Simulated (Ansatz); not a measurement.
RhPt3: energy against volume and a worked fit

```
Pt Rh
1.0
     3.90987    0.00000    0.00000
     0.00000    3.90987    0.00000
     0.00000    0.00000    3.90987
Pt Rh
3 1
Direct
  0.00000 0.00000 0.50000
  0.00000 0.50000 0.00000
  0.50000 0.00000 0.00000
  0.50000 0.50000 0.50000
```

The cell comes from a database or a generator and needn't be the stable form of this composition.

The cell was scaled at fixed shape and fractions and run with Ansatz, all-electron LAPW, scalar-relativistic; PBEsol, k mesh 7 × 7 × 7 on the cell of 4 atoms, fermi-dirac occupations of 0.05 eV, no spin polarisation, no spin-orbit coupling. Energies are those that the program minimises, any entropy of the smearing included. For a metal such a mesh isn't converged to the digits shown.

| V (Å³/atom) | energy over the lowest row (meV/atom) |
| --- | --- |
| 14.0461 | 23.75 |
| 14.3449 | 5.61 |
| 14.6438 | 0.00 |
| 14.9426 | 5.42 |
| 15.2415 | 20.54 |
| 15.5403 | ? |
| 15.8392 | 75.23 |

Question: Fit the third-order Birch-Murnaghan form, give V0, B0 and B′, and predict the energy left open.

Answer: With y = (V0/V)^(2/3), E = E0 + (9 V0 B0/16) [(y - 1)³ B′ + (y - 1)² (6 - 4y)]. Least squares through the rows shown give V0 = 14.6398 Å³/atom, E0 = 0.00 meV, B0 = 289.7 GPa (1 eV/Å³ = 160.218 GPa) and B′ = 5.33, with a largest miss of 0.01 meV. At V = 15.5403 the form with these constants gives 44.15 meV; the run gave 44.16 meV an atom.

The curve has a single smooth minimum at 14.6398 Å³/atom, below the volume of the listed cell, and its bulk modulus of 289.7 GPa marks a very stiff metal, as expected for an alloy of two late platinum-group elements. Cohesion comes largely from overlapping, spatially extended 4d and 5d states, which pull the atoms together against the repulsion of the compressed sp electrons and the ion cores. That repulsion rises faster on compression than the bonding weakens on expansion, hence the steeper left-hand side: 23.75 meV/atom at 14.0461 Å³/atom against 20.54 at 15.2415, at nearly equal distances from the minimum. A B′ of 5.33 expresses the same stiffening under pressure.

Because every atom in this ordered cubic arrangement sits on a site fixed by symmetry, uniform scaling misses no internal relaxation within that symmetry. The close prediction of the open row supports the fit as an interpolation, since that volume lies between fitted points, but it doesn't test extrapolation to strong compression. Resistance to shear can't be inferred from this curve.
